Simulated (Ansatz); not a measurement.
# Vacuum decay constant against sample bias for c(2x2) Na (LDA) and c(2x2) S (PBE) on W(110)

The usual rule of thumb is that the tunnelling density decays at a rate set by the barrier height alone, so that a positive sample bias, which opens higher empty states, should lengthen its reach into the vacuum. We test this on two ordered overlayers on W(110), sodium with a work function of 2.45 eV and sulphur with 4.69 eV. The decay constant κ governs how sharply a tunnelling current responds to the gap, and so matters for scanning tunnelling images and for apparent barrier heights. We calculate κ from the planar mean of the density between the Fermi level and the bias, 3 to 5 Å above the top atom, and compare it with κ₀, the free-electron value at the top of the same window.

## Method

Ansatz 0.2.0, plane-wave Kohn-Sham DFT with its default PAW datasets at cutoffs of 420 eV, level as listed. Slabs and stacks are built by hand and relaxed; a single point with 17 to 18 Å of vacuum, a dipole correction, Fermi-Dirac smearing of 0.05 eV and meshes of 14 points along the first in-plane vector gives the density of the states between the Fermi level and the sample bias. Its planar mean n(z) is fitted as exp(−2κz) between 3 and 5 Å above the top atom. Spin-paired, no spin-orbit coupling.

Notes on method and selection:

- A free electron at the Fermi level with no momentum along the surface decays with κ₀ = 0.5123·√Φ Å⁻¹, Φ in eV; momentum along the surface raises κ, and the slow approach of the potential to the vacuum level lowers it.
- The tip is left out (Tersoff-Hamann).
- Slabs this thin have discrete subbands, so κ depends on which of them fall in the window.
- Windows narrower than 0.1 V hold too few states on these meshes and are not listed; a blank corrugation was not computed at that height.
- Runs in which the search for lower states was switched off are not listed.
- Work functions and vacuum levels are read from the electrostatic potential (Hartree and local ionic parts), which a warning of a rough exchange-correlation potential in thin density does not concern.
- Sites and patterns name the starting structure; atoms can leave their sites in the relaxation.
- The default PAW datasets of this version of Ansatz are the set soft_2.
- Runs that did not converge, have known faults or may not be shown are not listed, and runs on Ansatz's PAW sets soft_1 and soft_2 are kept to separate tables.

Columns:

- bias (V): sample bias; negative images filled states.
- κ₀ of window top (Å⁻¹): 0.5123·√(Φ − E) for the highest energy E in the window, from the Fermi level.
- κ (Å⁻¹): decay constant κ of the window's density.
- corrugation (Å): corrugation at constant current, set to the mean density at the first listed height.

## Numbers

| member | surface | bias (V) | κ₀ of window top (Å⁻¹) | κ (Å⁻¹) | corrugation (Å) |
| --- | --- | --- | --- | --- | --- |
| −2 V | W(110)-c(2x2)-Na, hollow site (LDA, Φ 2.45 eV, 3 Å) | −2.0 | 0.802 | 0.759 | 0.241 |
| −1 V | W(110)-c(2x2)-Na, hollow site (LDA, Φ 2.45 eV, 3 Å) | −1.0 | 0.802 | 0.740 | 0.246 |
| −0.3 V | W(110)-c(2x2)-Na, hollow site (LDA, Φ 2.45 eV, 3 Å) | −0.3 | 0.802 | 0.701 | 0.252 |
| +0.3 V | W(110)-c(2x2)-Na, hollow site (LDA, Φ 2.45 eV, 3 Å) | 0.3 | 0.752 | 0.677 | 0.291 |
| +1 V | W(110)-c(2x2)-Na, hollow site (LDA, Φ 2.45 eV, 3 Å) | 1.0 | 0.617 | 0.634 | 0.364 |
| +2 V | W(110)-c(2x2)-Na, hollow site (LDA, Φ 2.45 eV, 3 Å) | 2.0 | 0.345 | ? | ? |
| −2 V | W(110)-c(2x2)-S, longbridge site (PBE, Φ 4.69 eV, 3 Å) | −2.0 | 1.109 | 1.309 | 0.628 |
| −1 V | W(110)-c(2x2)-S, longbridge site (PBE, Φ 4.69 eV, 3 Å) | −1.0 | 1.109 | 1.255 | 0.549 |
| −0.3 V | W(110)-c(2x2)-S, longbridge site (PBE, Φ 4.69 eV, 3 Å) | −0.3 | 1.109 | 1.211 | 0.365 |
| +0.3 V | W(110)-c(2x2)-S, longbridge site (PBE, Φ 4.69 eV, 3 Å) | 0.3 | 1.073 | 1.189 | 0.573 |
| +1 V | W(110)-c(2x2)-S, longbridge site (PBE, Φ 4.69 eV, 3 Å) | 1.0 | 0.984 | 1.144 | 0.345 |
| +2 V | W(110)-c(2x2)-S, longbridge site (PBE, Φ 4.69 eV, 3 Å) | 2.0 | 0.840 | ? | ? |

Cells marked ? are withheld until the estimate has been made.

## Mechanism

On both surfaces κ falls at every step from −2 V to +1 V. For sulphur the mean slope is (1.144 − 1.309) / 3 = −0.055 Å⁻¹ per volt, and for sodium (0.634 − 0.759) / 3 = −0.042 Å⁻¹ per volt.

The rule of thumb gives the right direction at positive bias but too large a change. From +0.3 to +1 V, κ₀ of the window top drops by 1.073 − 0.984 = 0.089 Å⁻¹ for sulphur and 0.752 − 0.617 = 0.135 Å⁻¹ for sodium, while κ drops by only 1.189 − 1.144 = 0.045 Å⁻¹ and 0.677 − 0.634 = 0.043 Å⁻¹. A likely reason is that the window holds every state from the Fermi level upwards. The highest states reach furthest out, but the lower ones still contribute to the density at 3 to 5 Å and hold the fitted decay back.

At negative bias the window top stays at the Fermi level and κ₀ does not change. A larger negative bias adds deeper states, which face a higher barrier and decay faster, and κ rises. For sulphur it goes from 1.211 Å⁻¹ at −0.3 V to 1.309 Å⁻¹ at −2 V.

The two surfaces lie differently against κ₀. Sulphur is above it at all five biases shown, by 1.211 / 1.109 = 1.09 at −0.3 V, as expected if much of the density comes from states with momentum along the surface. Sodium is below it at every bias shown except +1 V, which fits a potential that is still approaching the vacuum level at these heights. The functionals differ too, but a rough 0.2 eV change in work function would move κ₀ by only about 0.03 Å⁻¹, against a gap in κ of 1.211 − 0.701 = 0.510 Å⁻¹ at −0.3 V. Both runs carry a warning of a rough exchange-correlation potential in thin density, which may affect the fitted tails. The hollow site named for sodium is only its starting place: in the relaxation it moved to a more symmetric site.

## An estimate before looking

Plain estimates from the members shown:

- +2 V (W(110)-c(2x2)-S, longbridge site (PBE, Φ 4.69 eV, 3 Å)), mean of the 5 members shown: 1.222 Å⁻¹, standard deviation 0.056

The mean of the five sulphur members, 1.222 Å⁻¹, is unsuitable here, because κ falls steadily with bias and +2 V lies beyond the last member shown. We continue the last step of the sulphur series instead. Its slope is (1.144 − 1.189) / 0.7 = −0.064 Å⁻¹ per volt, which gives 1.144 − 0.064 = 1.080 Å⁻¹.

The same route can be tried on the +1 V members, using the slope between −0.3 and +0.3 V, which is (1.189 − 1.211) / 0.6 = −0.037 Å⁻¹ per volt for sulphur and (0.677 − 0.701) / 0.6 = −0.040 Å⁻¹ per volt for sodium. For sulphur it gives 1.189 − 0.037 × 0.7 = 1.163 Å⁻¹ against 1.144 Å⁻¹, and for sodium 0.677 − 0.040 × 0.7 = 0.649 Å⁻¹ against 0.634 Å⁻¹. The misses are 1.163 − 1.144 = 0.019 Å⁻¹ and 0.649 − 0.634 = 0.015 Å⁻¹ over 0.7 V, or 0.019 / 0.7 = 0.027 Å⁻¹ and 0.015 / 0.7 = 0.021 Å⁻¹ over a full volt. We take 0.03 Å⁻¹ as the error.

Both misses have the computed κ below the continued line, and the free-electron barrier also argues for a slightly steeper fall. κ₀ drops by 0.144 Å⁻¹ over the coming volt, against 0.089 / 0.7 = 0.127 Å⁻¹ per volt in the last step. Scaling our slope by that ratio would lower the estimate by less than 0.01 Å⁻¹, so we leave it unshifted. A subband of the thin slab entering between +1 and +2 V could move κ either way, depending on its momentum along the surface.

**Committed estimate, +2 V (W(110)-c(2x2)-S, longbridge site (PBE, Φ 4.69 eV, 3 Å)): κ = 1.08 ± 0.03 Å⁻¹.**

## Check

| member | surface | bias (V) | κ₀ of window top (Å⁻¹) | κ (Å⁻¹) | corrugation (Å) |
| --- | --- | --- | --- | --- | --- |
| +2 V | W(110)-c(2x2)-Na, hollow site (LDA, Φ 2.45 eV, 3 Å) | 2.0 | 0.345 | 0.598 | 0.443 |
| +2 V | W(110)-c(2x2)-S, longbridge site (PBE, Φ 4.69 eV, 3 Å) | 2.0 | 0.840 | 1.043 | 0.439 |

| member | estimate | κ (Å⁻¹) | computed | estimate − computed | miss in error bars |
| --- | --- | --- | --- | --- | --- |
| +2 V (W(110)-c(2x2)-S, longbridge site (PBE, Φ 4.69 eV, 3 Å)) | committed | 1.080 | 1.043 | +0.037 | 1.2 |
| +2 V (W(110)-c(2x2)-S, longbridge site (PBE, Φ 4.69 eV, 3 Å)) | mean | 1.222 | 1.043 | +0.179 |  |

The estimate of 1.080 Å⁻¹ lies 0.037 Å⁻¹ above the computed 1.043 Å⁻¹, just outside its error bar of 0.03 Å⁻¹. The mean of the other sulphur members misses by 0.179 Å⁻¹.

The expected further fall was right, but its size was not. κ drops by 1.144 − 1.043 = 0.101 Å⁻¹ over the last volt, where we had allowed 0.064 Å⁻¹. Scaling the slope with κ₀, which we had left out, would have moved the estimate the right way but removed only about a quarter of the miss.

Sodium shows that this scaling is no general remedy. Its κ₀ falls by 0.617 − 0.345 = 0.272 Å⁻¹ between +1 and +2 V, yet its κ falls by only 0.634 − 0.598 = 0.036 Å⁻¹, less than the 0.043 / 0.7 = 0.061 Å⁻¹ that the unscaled slope would give. The barrier at the window top therefore gives the direction of the change but not its size, which also depends on how much density the newly included states carry into the vacuum.

## Outliers

No member breaks the fall of κ with bias, which now holds at every step on both surfaces. The sulphur step from +1 to +2 V is the steepest of either series, at −0.101 Å⁻¹ per volt; states with little momentum along the surface entering the window would have this sign, as would a thin-slab subband of that kind, but the columns do not identify them.

Measured against κ₀ of the window top, sodium at +2 V lies farthest off, with κ higher by 0.598 − 0.345 = 0.253 Å⁻¹. The top of its window is only 2.45 − 2.0 = 0.45 eV below the vacuum level, whereas states near the Fermi level, with κ₀ = 0.802 Å⁻¹, still count in the density. The computed κ lies between these two values, as a mixture of such states would.

The sulphur corrugation, unlike κ, jumps without order: 0.365 Å at −0.3 V, 0.573 Å at +0.3 V and 0.345 Å at +1 V. Narrow windows that hold only a few subbands of the thin slab could cause this, but the table cannot settle it, so no trend should be read from that column for sulphur.

## Conclusions

Between −2 and +2 V, κ falls with rising bias on both surfaces, by 1.309 − 1.043 = 0.266 Å⁻¹ for sulphur and 0.759 − 0.598 = 0.161 Å⁻¹ for sodium. Continuing the last slope by one volt misses by +0.037 Å⁻¹ for sulphur and 0.634 − 0.061 − 0.598 = −0.025 Å⁻¹ for sodium, so an error of about 0.04 Å⁻¹ is sensible for such a step.

In practice, retracting the tip by 1 Å over the sulphur layer cuts the calculated tunnelling density by exp(2 × 1.309) = 14 times at −2 V, but by exp(2 × 1.043) = 8 times at +2 V.

The field between tip and sample is left out. For a tip of similar work function it would move the mean barrier by half the bias, lowering κ at negative bias and raising it at positive bias. At 2 V the barrier moves by 1 eV, which by the formula for κ₀ shifts κ by roughly 0.1 Å⁻¹ for sulphur and by more for sodium, whose barrier is lower. Together these shifts could offset much or all of the trend, so the calculated bias dependence should not be carried over directly to measured currents.
